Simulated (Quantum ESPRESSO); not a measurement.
# Phonon branches of rocksalt KF along [111] and [100] from PBE linear response, compared with chains of atomic planes

Potassium fluoride is an ionic crystal in which K⁺ and F⁻ differ in mass by a factor of about two. Along [111] its planes hold one species each, in alternation; along [100] every plane holds both. We ask how far chains with forces between nearest planes alone describe the branches, and which branch departs from them. The answer bears on heat transport and infrared absorption in ionic materials, where simple force models are often used. The frequencies are harmonic PBE values for the static, relaxed lattice, in cm⁻¹ from zero frequency. They are compared with the chain formulas, not with measured spectra.

## How the numbers were made

One crystal, KF (rocksalt) (known phase). The structures stem from measured cells of the Crystallography Open Database, directly or through a relaxation at another level; cell and atoms were relaxed at zero pressure at each row's own level, inside the symmetry of the start, with no thermal or zero-point expansion. Program: Quantum ESPRESSO 7.5, plane waves, PBE, PseudoDojo norm-conserving potentials, scalar-relativistic without spin-orbit coupling, no spin polarisation. Wave-function cutoff 1252 to 1497 eV (chosen for the hardest element of each cell); on the k meshes (Γ-centred) the least product of divisions and cell-vector length runs from 30 to 31 Å, relaxations included. Residual pressures at rest stay under 0.01 GPa. Occupations: fixed. Harmonic modes at natural masses come from linear response (density functional perturbation theory), with the acoustic sum rule imposed. Branches were Fourier-interpolated from a 4×4×4 q mesh solved by linear response, with the dipole term. The tabled runs alone: cutoff 1252 eV, k length 31 Å, k mesh 8×8×8. The rows are a selection of points from finer curves (every second point of the path, the zone boundary included).

Notes on method and selection:

- Along these directions whole planes move as one, so the crystal acts as a chain: with one plane a cell and one force constant ω is proportional to sin(πξ/2); with two like planes the acoustic branch goes as sin(πξ/4) and the optical as cos(πξ/4).
- In rock salt the (100) planes hold both species, so the two-plane chain fits [111] better.
- Branches are told apart by degeneracy and rank. Interpolation is least sure near Γ.
- Harmonic values at the static lattice; measured values carry thermal expansion and anharmonic shifts at their temperature.
- Runs that did not converge, have known faults or may not be shown are not listed, and runs on Ansatz's PAW sets soft_1 and soft_2 are kept to separate tables.

Columns:

- chain scale: chain scale sin(πξ/4).
- ξ: wavevector ξ as a fraction of the way from Γ to the zone boundary.
- origin: solved on the q mesh or Fourier-interpolated.
- LA (cm⁻¹): longitudinal acoustic branch.
- TA (cm⁻¹): transverse acoustic branch, twofold.
- LO (cm⁻¹): longitudinal optical branch.
- TO (cm⁻¹): transverse optical branch, twofold.

Input lines of one member:

```
phonons
&inputph
   prefix = 'x'
   outdir = './tmp'
   fildyn = 'x.dyn'
   tr2_ph = 1.0d-18
   epsil = .true.
   ldisp = .true.
   nq1 = 4
   nq2 = 4
   nq3 = 4
/
```

Command (options for logging and memory left out): `OMP_NUM_THREADS=1 mpirun -n 4 ph.x -nk 4 -in ph.in > ph.out`

## The series

| member | direction | chain scale | ξ | origin | LA (cm⁻¹) | TA (cm⁻¹) | LO (cm⁻¹) | TO (cm⁻¹) |
| --- | --- | --- | --- | --- | --- | --- | --- | --- |
| ξ = 0.167 | Γ to L, along [111] | 0.131 | 0.167 | interpolated | 39.5 | 25.3 | 299.3 | 164.4 |
| ξ = 0.333 | Γ to L, along [111] | 0.259 | 0.333 | interpolated | 77.9 | 49.0 | 293.1 | 163.1 |
| ξ = 0.500 | Γ to L, along [111] | 0.383 | 0.500 | solved | ? | ? | ? | ? |
| ξ = 0.667 | Γ to L, along [111] | 0.500 | 0.667 | interpolated | 146.9 | 86.9 | 270.1 | 159.1 |
| ξ = 0.833 | Γ to L, along [111] | 0.609 | 0.833 | interpolated | 174.3 | 98.9 | 255.1 | 156.3 |
| ξ = 1.000 | Γ to L, along [111] | 0.707 | 1.000 | solved | 187.1 | 103.5 | 246.5 | 154.8 |
| ξ = 0.167 | Γ to X, along [100] | 0.131 | 0.167 | interpolated | 49.4 | 25.1 | 296.1 | 166.1 |
| ξ = 0.333 | Γ to X, along [100] | 0.259 | 0.333 | interpolated | 93.9 | 47.0 | 279.5 | 168.0 |
| ξ = 0.500 | Γ to X, along [100] | 0.383 | 0.500 | solved | 129.5 | 65.1 | 252.5 | 169.0 |
| ξ = 0.667 | Γ to X, along [100] | 0.500 | 0.667 | interpolated | 153.2 | 79.1 | 221.8 | 170.1 |
| ξ = 0.833 | Γ to X, along [100] | 0.609 | 0.833 | interpolated | 162.9 | 88.0 | 199.2 | 171.7 |
| ξ = 1.000 | Γ to X, along [100] | 0.707 | 1.000 | solved | 163.0 | 91.0 | 192.7 | 172.5 |

Cells marked ? are withheld until the estimate has been made.

## The trend and its physics

Along [111] the chain needs two unlike masses, roughly 39 and 19 atomic units. With forces between nearest planes only,

$\omega^2 \propto 1 \mp \sqrt{1 - 0.88\,\sin^2(\pi\xi/2)}$,

where $0.88 = 4 \times 39 \times 19 / 58^2$, and the minus sign gives the acoustic branch. We scale each branch to its own value at L. The shown LA points then lie within 2 % of the formula and the LO points within about 1 %. The transverse branches fit worse. At ξ = 0.167 TA is 14 % too high and TO 12 % too low. For TO the misfit shows directly in the flatness of the branch: from ξ = 0.167 to L it falls by only 6 % (164.4 to 154.8), where the chain asks for 17 %.

The sum of the squared acoustic and optical frequencies of one polarisation shows why. Forces between unlike planes leave this sum constant along the line, so any change comes from forces between planes of the same species, the long-range dipole field included. Between ξ = 0.167 and L the sums change as follows:

- longitudinal: (187.1² + 246.5²) / (39.5² + 299.3²) = 1.05
- transverse: (103.5² + 154.8²) / (25.3² + 164.4²) = 1.25

The transverse sum rises more in absolute terms as well, by about half as much again, and it starts from a value about three times smaller. Forces between like planes therefore disturb the transverse branches more.

Along [100] a chain of rigid, identical planes gives $\omega \propto \sin(\pi\xi/2)$ for the acoustic branches. Between ξ = 0.167, where sin(πξ/2) is 0.259, and X, where it is 1, the quotient ω/sin(πξ/2) falls by 6 % for TA, from 25.1 / 0.259 = 96.9 to 91.0, and by 15 % for LA, from 49.4 / 0.259 = 191 to 163.0. The optical branches lie outside this model, because in them the two species of one plane move against each other. Between the first and last points LO falls by 296.1 − 192.7 = 103.4 cm⁻¹, while TO rises by 172.5 − 166.1 = 6.4 cm⁻¹.

## An estimate before looking

Plain estimates from the members shown:

- ξ = 0.500 (Γ to L, along [111]), straight-line interpolation between ξ = 0.333 and ξ = 0.667: w = (0.383 − 0.259) / (0.500 − 0.259) = 0.515, so 77.9 + 0.515 × (146.9 − 77.9) = 113.4 cm⁻¹
- ξ = 0.500 (Γ to L, along [111]), from its own Γ to X, along [100] value plus the mean shift Γ to L, along [111] − Γ to X, along [100] over the other 5 members (+0.7, standard deviation 15): 129.5 + 0.7 = 130.2 cm⁻¹

The missing point lies midway between evenly spaced neighbours on a smooth branch, so interpolation along [111] is the natural route. The shift from [100] is much less certain, since its scatter is 15 cm⁻¹. The straight-line estimate of 113.4 cm⁻¹ should be slightly low, because LA still bends downward when plotted against the chain scale. The same straight line applied to LA along [100] gives 93.9 + 0.515 × (153.2 − 93.9) = 124.4, which is 5.1 cm⁻¹ below the calculated 129.5.

We therefore include the curvature by passing a cubic through the two nearest points on each side. At the midpoint it gives

$\omega(0.500) = \{4[\omega(0.333) + \omega(0.667)] - [\omega(0.167) + \omega(0.833)]\}/6$.

For LA along [111] this is [4 × (77.9 + 146.9) − (39.5 + 174.3)] / 6 = 114.2 cm⁻¹.

We test the formula on the four branches along [100], where the midpoint is shown (all in cm⁻¹):

- LA: [4 × (93.9 + 153.2) − (49.4 + 162.9)] / 6 = 129.4, calculated 129.5
- TA: [4 × (47.0 + 79.1) − (25.1 + 88.0)] / 6 = 65.2, calculated 65.1
- LO: [4 × (279.5 + 221.8) − (296.1 + 199.2)] / 6 = 251.7, calculated 252.5
- TO: [4 × (168.0 + 170.1) − (166.1 + 171.7)] / 6 = 169.1, calculated 169.0

 The root-mean-square miss is 0.4 cm⁻¹, most of it from the steep LO branch. With only four trials we round the error up to 0.5 cm⁻¹.

**Committed estimate, ξ = 0.500 (Γ to L, along [111]): LA = 114.2 ± 0.5 cm⁻¹.**

## The withheld result

| member | direction | chain scale | ξ | origin | LA (cm⁻¹) | TA (cm⁻¹) | LO (cm⁻¹) | TO (cm⁻¹) |
| --- | --- | --- | --- | --- | --- | --- | --- | --- |
| ξ = 0.500 | Γ to L, along [111] | 0.383 | 0.500 | solved | 114.0 | 69.9 | 283.3 | 161.4 |

| member | estimate | LA (cm⁻¹) | computed | estimate − computed | miss in error bars |
| --- | --- | --- | --- | --- | --- |
| ξ = 0.500 (Γ to L, along [111]) | committed | 114.2 | 114.0 | +0.2 | 0.4 |
| ξ = 0.500 (Γ to L, along [111]) | interpolation | 113.4 | 114.0 | −0.6 |  |
| ξ = 0.500 (Γ to L, along [111]) | shift from Γ to X, along [100] | 130.2 | 114.0 | +16.2 |  |

The committed 114.2 cm⁻¹ lies 0.2 above the computed 114.0, inside the error bar of 0.5. It beats the straight line, which came out 0.6 too low, and the shift from [100], which missed by 16.2. The curvature argument held in sign and size.

This success says little about the forces. The four neighbours used are Fourier-interpolated from a mesh that contains the withheld point, so a smooth curve through them was bound to pass close to it.

The chain formula is a more physical test. At the midpoint sin²(πξ/2) is 0.5, so relative to L the factors are

- acoustic: √((1 − √(1 − 0.88 × 0.5)) / (1 − √(1 − 0.88))) = 0.621
- optical: √((1 + √(1 − 0.88 × 0.5)) / (1 + √(1 − 0.88))) = 1.14

For LA this gives 0.621 × 187.1 = 116.2 cm⁻¹, 2 % too high. For LO it gives 1.14 × 246.5 = 281 cm⁻¹, within 1 % of the computed 283.3. For TO it gives 1.14 × 154.8 = 176 cm⁻¹, where 161.4 is computed. The new row therefore confirms that the longitudinal branches along [111] keep the chain's shape and that TO does not.

## Where the trend breaks

Along [111] the transverse branches at ξ = 0.167 lie farthest from the chain scaled at L. There sin²(πξ/2) is 0.259 × 0.259 = 0.067, and the factors relative to L are √((1 + √(1 − 0.88 × 0.067)) / (1 + √(1 − 0.88))) = 1.21 for the optical branch and √((1 − √(1 − 0.88 × 0.067)) / (1 − √(1 − 0.88))) = 0.214 for the acoustic one. TO is computed at 164.4 cm⁻¹ against 1.21 × 154.8 = 187, and TA at 25.3 against 0.214 × 103.5 = 22.1. An effective restoring force between fluoride planes would account for both signs. It supports TO at L, where mainly the light fluoride should move, and it stiffens TA at long wavelength more than at L.

The longitudinal pair is not a perfect chain either. A single force constant requires LO/LA = √(39/19) = 1.43 at L, while the table gives 246.5 / 187.1 = 1.32. Scaling each branch separately had hidden this.

Along [100] LO has the largest fall of all the branches. Its lead over TO shrinks from 296.1 − 166.1 = 130.0 to 192.7 − 172.5 = 20.2 cm⁻¹. The long-range dipole field lifts LO above TO near Γ, but a short wavelength alone does not close the gap: at L the lead is still 246.5 − 154.8 = 91.7 cm⁻¹. The direction matters, and the table does not separate the dipole field from the short-range forces.

## What to take away

Along [111], a chain of two unlike masses gives the shape of LA and LO within about 2 % at the tabled points, provided each branch has its own scale. It fails for TO and TA, most clearly at small ξ. A missing midpoint is better found from the four-point formula, which misses by less than 1 cm⁻¹ on all eight branches of the two directions.

For comparison with neutron spectra, LA at L corresponds to 187.1 / 8.066 = 23.2 meV.

No omitted effect rivals the full spread of the table, but two can match the change of TO along [111], 164.4 − 154.8 = 9.6 cm⁻¹. PBE usually makes such ionic crystals too large and their TO modes too soft, often by ten per cent or more. Thermal expansion, absent here, would lower the frequencies by a few per cent at room temperature, so the two errors partly cancel in a comparison with measurement.

[Logs are printed without paths, hosts, clocks, repeated set-up lines and the standing remarks that a program may print on its own settings, such as how far it seeks lower states.]
